Travelling-wave modulator bandwidth: what "matched line" assumes

1. The result and our conventions

The electrode of a travelling-wave modulator is a transmission line of length L along the optical waveguide. We write voltages as V(z) exp(iωt), ω = 2πf, and the propagation constant as γ = α + iω·nm/c. Here nm is the microwave phase index at frequency f and α is the attenuation of the voltage amplitude in Np/cm, so the total electrode loss in dB is 8.686·αL. The optical envelope moves at c/ng, with ng the group index. We work at small signal, where the photocurrent at f is proportional to the optical phase modulation. The electrical 3 dB point is where this response has fallen to 1/√2 of its value at f → 0. That reference matters on this page.

Light that enters at time t0 is at z at time t0 + ng·z/c. Its phase shift is proportional to the voltage it meets, averaged over the length:

(1) Vav = (1/L) ∫₀ᴸ V(z) exp(iω·ng·z/c) dz

With a single forward wave V(z) = V⁺ exp(−γz), the integral gives

(2) Vav = V⁺ F(u), F(u) = (1 − exp(−u))/u, u = αL + i2πfL(nm − ng)/c

Without loss |F| = |sin x / x| with x = πfL|nm − ng|/c. It equals 1/√2 at x = 1.392, so fL = 0.443 c/|nm − ng|. With equal velocities u = a = αL is real and F(a) = 1/√2 at a0 = 0.738 Np, which is 6.41 dB.

2. Where the assumption enters

Step (2) uses matching twice. It takes V(z) to have no backward wave, which requires a load equal to the line impedance Z0. It also takes V⁺ to be the same at all frequencies, so that |F| alone is the normalised response. The first use is the costly one. At f → 0 the electrode is a short wire, and the voltage on it, forward plus backward wave, is set by the source resistance Rg and the load RL, whatever Z0 is. At high frequency the backward wave averages out along the path of the light, and only the forward wave modulates. That wave is launched by a divider between Rg and Z0. The load affects it only through the round-trip echo off load and source, which is second order in the mismatches. The two agree only if RL = Z0.

In LiNbO3 the mismatch comes with velocity matching. For a quasi-TEM line with capacitance per length C, and C0 with all dielectrics removed, nm = √(C/C0) and Z0 = 1/(c√(C·C0)), so

(3) Z0 = 1/(c·nm·C0)

The large microwave permittivity of LiNbO3 makes nm far too high under thin electrodes. A thick SiO2 buffer lowers C at fixed C0. This lowers nm and raises Z0, but it costs drive voltage. Thick gold adds capacitance through the air between the side walls, which raises C0 and lowers both nm and Z0. With nm = ng ≈ 2.2 (approximate, 1550 nm), equation (3) says that 50 Ω needs C0 = 30 pF/m. Take a typical coplanar geometry as input: centre strip W = 8 µm, gaps G = 25 µm, gold thickness t = 30 µm. Thin strips give 4ε0·K(k)/K(k′) = 17 pF/m, with modulus k = W/(W + 2G) = 0.138, k′ = √(1 − k²) and K the complete elliptic integral of the first kind. The two pairs of side walls, counted crudely as parallel plates, add 2ε0·t/G = 21 pF/m. The sum of 38 pF/m gives Z0 ≈ 40 Ω. We use 40 Ω below as an illustrative value.

3. The response with reflections

Write V(z) = V⁺ exp(−γz) + V⁻ exp(γz), with current [V⁺ exp(−γz) − V⁻ exp(γz)]/Z0. The source has open-circuit voltage Vg, so Vg = V(0) + Rg·I(0), and V(L) = RL·I(L). Define

ΓL = (RL − Z0)/(RL + Z0), Γg = (Rg − Z0)/(Rg + Z0)

The load condition gives V⁻ = ΓL exp(−2γL) V⁺, and the source condition then gives

(4) V⁺ = Vg · Z0/(Z0 + Rg) · 1/(1 − ΓgΓL exp(−2γL))

For the backward wave define w = αL + i2πfL(nm + ng)/c, so that u + w = 2γL. Its part of (1) is ΓL V⁺ exp(−2γL)(exp(w) − 1)/w, which equals ΓL V⁺ exp(−u) F(w). At f → 0 we let u and w vanish. Then Vav = Vg·Z0/(Z0 + Rg)·(1 + ΓL)/(1 − ΓgΓL), which reduces to Vg·RL/(Rg + RL) as it must. Dividing by it,

(5) m(f) = P · [F(u) + ΓL exp(−u) F(w)] / [1 − ΓgΓL exp(−(u + w))]

(6) P = (1 − ΓgΓL)/(1 + ΓL) = Z0(Rg + RL)/[RL(Z0 + Rg)]

To first order in the reflection coefficients,

(7) m = F(u) − ΓL [F(u) − exp(−u) F(w)]

This is the first correction, and three things follow from it.

It is linear in ΓL. The voltage reflection counts, not the reflected power. For 40 Ω against 50 Ω, Γ = 0.111. The reflected power is 1.2 %, the return loss is 19 dB and the mismatch loss is 0.054 dB, all of which look harmless. The correction to the response is twenty times larger in dB, as section 5 shows.

Γg is absent at this order. With ΓL = 0, equation (5) is exactly F(u) for any source. A mismatched source then scales the drive at all frequencies alike.

The bracket vanishes at f → 0 and tends to F(u) at high frequency. The reflected wave runs against the light, so its walk-off involves nm + ng and it averages out early. Above that range the response is P·F(u), a copy of the matched curve shifted by 20·log10 P, with P ≈ 1 − ΓL. For Rg = RL, P = 1 − ΓL exactly.

The shape of the step is clearest for a lossless line with nm = ng = n. With θ = 2πf·n·L/c we have u = 0 and w = 2iθ, and the real part of (7) gives

(8) |m| ≈ 1 − ΓL [1 − sin(2θ)/(2θ)]

The step is first complete at 2θ = π, f = c/(4nL). It overshoots at 2θ = 4.49, where sin(2θ)/(2θ) = −0.217, and then rings with period c/(2nL). In time, F(2iθ) is the transform of a rectangular window of length T = 2nL/c. The response to a voltage step jumps to 1 − ΓL and ramps linearly to 1 during T, because light that enters a time t0 after the step meets the reflected front over the last fraction t0/T of the electrode.

4. Shift of the 3 dB point

Well above c/(4nL) the condition is P·|F(u)| = 1/√2.

Loss-limited case, nm = ng. Here d ln F/da = 1/(exp(a) − 1) − 1/a, which is −0.439 at a0. A change δ ln P = −ΓL must be offset by δ ln F = +ΓL, so

(9) δa = −ΓL/0.439 = −2.28 ΓL

Each dB of step takes 2.28 dB from the allowed electrode loss. If α ∝ f^p, then δf/f = δa/(p·a0), and with 0.439·a0 = 0.324,

(10) δf/f = −3.08 ΓL/p

Skin-effect loss has p = 1/2, which gives −6.17 ΓL. The coefficient is large because the curve is flat: ln F falls about as −a/2, and a grows only as √f.

Walk-off-limited case, α = 0. Here d ln|F|/d ln x = x·cot x − 1 = −0.748 at x = 1.392, so

(11) δf/f = −1.34 ΓL

The better the velocities are matched, the more the termination matters.

5. Size for LiNbO3 with thick buffer and thick gold

Inputs, typical or illustrative: nm = ng = 2.2, L = 3 cm, Z0 = 40 Ω, Rg = 50 Ω, and α = α0·√f with α0 = 0.4 dB/(cm·√GHz), so the total loss is 1.2 dB × √(f/GHz). For gold with resistivity about 2.4 µΩ·cm the skin depth √(ρ/(πfµ0)) at 12 GHz is 0.71 µm, far below W and t, so the √f law is reasonable there. The matched model gives f3dB = (6.41/1.2)² GHz, which is 28.6 GHz with the unrounded loss. L and α0 were chosen so that this lands near 30 GHz, typical of such devices, so the number tests nothing.

Now terminate in RL = 50 Ω. Then P = 0.889, a step of −1.02 dB. In (6) the factor 1/(1 + ΓL), from the backward wave in the f → 0 reference, gives −0.915 dB of it, and the factor 1 − ΓgΓL, from the change of V⁺ with frequency, gives −0.108 dB. The first-order value 8.686·ΓL is 0.97 dB. Equation (9) lowers the allowed loss to 0.485 Np or 4.2 dB, and squaring the ratio to a0 gives 0.43 of the matched bandwidth. Solving P·F(a) = 1/√2 without expansion gives a = 0.476 Np, 4.14 dB, a ratio of 0.42 and 11.9 GHz. So the first correction to the allowed loss is good to about 0.1 dB. The linearised frequency shift (10) predicts −69 % where the solved value is −58 %, because f ∝ a² is far from linear over such a change. Use (9) and then convert to frequency. For a walk-off-limited line with the same impedances, the constant 0.443 falls to 0.364, a change of −18 %, and (11) gives −15 %.

The time and frequency scales are c/(4nL) = 1.14 GHz for the step, 1.62 GHz for the overshoot, 2.27 GHz for the ripple period and T = 0.44 ns, about 18 bit periods at 40 Gb/s. The step therefore appears in data as a slow, pattern-dependent tail.

The table solves P·F(a) = 1/√2 for several loads. The DC level is 2RL/(Rg + RL), the low-frequency voltage relative to Vg/2.

RL (Ω) | ΓL | 20·log10 P (dB) | DC level | allowed loss (dB) | f3dB (GHz)
50 | 0.111 | −1.02 | 1.000 | 4.1 | 12
45 | 0.059 | −0.55 | 0.947 | 5.2 | 19
40 | 0 | 0 | 0.889 | 6.4 | 29
35 | −0.067 | +0.66 | 0.824 | 7.9 | 44

These are the model's values. Read the table with (4) in mind. At high frequency the absolute response is Vg·Z0/(Z0 + Rg)·F(u) in every row, 0.889·F(u) relative to Vg/2. A smaller load does not add modulation at 30 GHz. It removes modulation at low frequency, which flattens the curve and raises the low-frequency Vπ as counted from the available source power. A load below Z0 acts as a passive equaliser.

6. What else is of comparable size

Ripple. Expanding (5) for nm = ng and θ ≫ 1, with 1/w ≈ −i/(2θ), the oscillating part of ln|m| is

(12) exp(−2a) [ΓgΓL cos 2θ + ΓL sin 2θ/(2θ·F(a))]

For RL = 50 Ω at 11.9 GHz the two amplitudes are 0.0048 and 0.0016. In quadrature they make 0.0050, or 0.04 dB. The second-order term is the larger one here, since the first-order term is divided by 2θ. The smooth curve has d ln|m|/d ln f = −0.11 at that point, so the ripple can move the crossing by about 5 %. With these inputs the full equation (5) crosses at 12.0 GHz.

Internal inductance of the gold. In the skin-effect regime the series impedance per length is R′(1 + i) + iωL′, where L′ is the external inductance. With Z∞ = √(L′/C) and β∞ = ω√(L′C), first order in R′/(ωL′) gives γ = iβ∞ + (1 + i)α with α = R′/(2Z∞), and Z0 = Z∞[1 + (1 − i)α/β∞]. At 11.9 GHz α/β∞ = a/θ = 0.029. This raises Re Z0 by 1.2 Ω and nm by 0.06. Equation (5) needs γ and Z0 only at the frequency in question, and the reference level needs neither. So nothing changes if 40 Ω and 2.2 are read as the values near the 3 dB point. If they are the external values, as in the estimate from (3), the higher Z0 raises the response by the fraction Rg/(Rg + Z0)·a/θ, or 0.14 dB. The extra phase turns u into a(1 + i) and lowers the response by 0.08 dB. The net gain moves f3dB up by about 6 %. The excess in Z0 falls as 1/√f, to 0.6 Ω at 44 GHz. These terms are why the table carries two figures.

DC resistance. The √f law fails at low frequency, where the centre strip has Rdc = ρL/(W·t) = 3.0 Ω, the wide grounds being neglected. The voltage then drops linearly along z, and its average is Vg(RL + Rdc/2)/(Rg + RL + Rdc). For RL = Rg this is exactly Vg/2, so the first row is untouched. For RL = 40 Ω the reference rises by 0.035 dB.

Residual walk-off. An index mismatch of 0.05 gives Im u = 1.38 at 44 GHz and costs 0.7 dB there, as much as the whole gain in the last row. Dielectric loss and leakage into substrate modes also grow with frequency and are not in the model. The last row is an upper estimate.

Feed and taper. We put the source at z = 0 and the load at z = L. A lossless 50 Ω cable from a 50 Ω source changes nothing but a delay. Bends, tapers and bond wires add loss and reflections of their own.

7. The reference frequency

Responses are often normalised at a low but finite frequency, since network analysers and calibrated receivers do not reach zero. By the lossless form (8), 87 % of the step lies below 1 GHz for this length. That figure is rough, because loss and the skin correction to Z0 are not small there. Normalising at 1 GHz thus hides most of the step, and it also forgives 0.6 dB of the ordinary skin-loss droop. The same device can then be given very different bandwidths. State the reference frequency and the termination with every bandwidth, and look at the response between zero and a few times c/(4nL). A fall there means RL > Z0 when it exceeds the skin-loss droop, and a rise means RL < Z0.

This also places the 12 GHz. Packaged devices of this kind are typically quoted near 30 GHz, so the first row lies at less than half the typical figure. It describes a 40 Ω electrode closed by a 50 Ω terminator and normalised at zero frequency, which is a common situation on a probe station. Packaged parts are typically terminated closer to the line impedance and normalised at a finite frequency, and both choices move them toward the third row or above.

8. The same correction in a silicon modulator

A carrier-depletion silicon modulator loads its metal line with a pn junction of capacitance Cj per length, in series with a resistance Rj of the doped slab (resistance times length). The added capacitance lowers Z0, typically to about 35 Ω. The shunt admittance per length is iωCj/(1 + iωRjCj) ≈ iωCj + ω²RjCj² for ωRjCj ≪ 1, and the real part gives α = ω²RjCj²·Z0/2. If this loss dominates, p = 2 and (10) becomes δf/f = −1.54 ΓL, a quarter of the skin-effect coefficient. For 35 Ω between a 50 Ω source and a 50 Ω load, ΓL = 0.176 and the step is −1.69 dB. The allowed loss falls to 2.7 dB, and the model's bandwidth falls by 35 %. The estimate leaves out the metal loss and the divider 1/(1 + iωRjCj) between line voltage and junction voltage. It is also rougher than in section 5, because the lines are short. For n ≈ 3.8 and L = 3 mm, c/(4nL) is 6.6 GHz, so the ringing of (8) is still sizeable near the 3 dB point and the full equation (5) should be used.